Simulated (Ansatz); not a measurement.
A van 't Hoff estimate for SiH3(OH) ⇌ SiH2O + H2

Gas-phase species: SiH3(OH) (silanol), singlet; SiH2O `O=[SiH2]`, singlet; H2 (hydrogen), singlet. This is a balance of energies; it says nothing on the path, which may need atoms to shift.

The electronic reaction energy at CCSD(T)/CBS estimate is +206.6 kJ/mol. Shapes: PBE0-D4/def2-TZVP. Programs: Ansatz 0.2.0. Enthalpy and entropy come from rigid-rotor, harmonic-oscillator sums on unscaled PBE0-D4/def2-TZVP wavenumbers, ideal gases at 1 bar. Symmetry numbers: SiH3(OH) 1, SiH2O 2, H2 2. R = 8.3145 J/(mol K).

| T (K) | ΔH (kJ/mol) | ΔS (J/(mol K)) |
| --- | --- | --- |
| 700 | +189.3 | +113.1 |
| 1000 | +188.2 | +111.8 |
| 1300 | ? | ? |

Question: Work out ln K at 700 and 1000 K, and from these estimate it at 1300 K.

Answer: 
1. 700 K: ΔG = +189.3 − 700 × (+113.1)/1000 = +110.1 kJ/mol; ln K = −ΔG/RT = -18.92.
2. 1000 K: ΔG = +188.2 − 1000 × (+111.8)/1000 = +76.4 kJ/mol; ln K = −ΔG/RT = -9.19.
3. Slope against 1000/T: (-9.19 − (-18.92))/(1.0000 − 1.4286) = -22.70, that is −ΔH/R with ΔH near +189 kJ/mol.
4. 1300 K: ln K = -18.92 + (-22.70) × (0.7692 − 1.4286) = -3.95.

The full sums give ΔH = +186.1 kJ/mol, ΔS = +110.0 J/(mol K), ΔG = +43.1 kJ/mol and ln K = -3.99 at 1300 K, so the line is off by +0.04 in ln K; without rounding the miss is +0.05, from the change of ΔH with temperature. The reactants are favoured over this whole range. The number of molecules rises, which sets the sign of ΔS, and lower pressure favours the products. An error of 10 kJ/mol in the energy moves ln K by 0.9 at 1300 K. Soft modes are treated as harmonic, which can err either way at these temperatures; the lowest are those of SiH3(OH) (197 cm⁻¹). Other reactions of these species are left aside. T1 is large for SiH2O (0.022), so single-reference values are less sure there. The CBS estimate extrapolates MP2 from def2-TZVPP and def2-QZVPP and adds CCSD(T) − MP2 in the triple-zeta set, cores frozen; for H2 it overshoots the exact energy by about 1 mEh.

Dehydrogenation of silanol is strongly uphill in enthalpy, and entropy only narrows the gap: ln K climbs from -18.92 at 700 K to -3.99 at 1300 K without changing sign. The cost lies mainly in the product's Si=O bond. Si–H and O–H bonds are given up for H–H and a π bond that is weak because silicon 3p and oxygen 2p orbitals overlap poorly, whereas the silanol already has a strong, polar Si–O σ bond. The analogous step from methanol to formaldehyde is much less endothermic, as carbon forms a far better π bond to oxygen.

The enthalpy lies below the electronic energy chiefly because zero-point energy is lost when bound hydrogen leaves as H2. Its slow fall on heating reflects vibrations of the silanol turning into translations and rotations, which hold less heat once those vibrations are well excited. The remaining ΔG of +43.1 kJ/mol at 1300 K is large enough that a moderate error in the reaction energy would probably shift K considerably without reversing the preference at 1 bar.
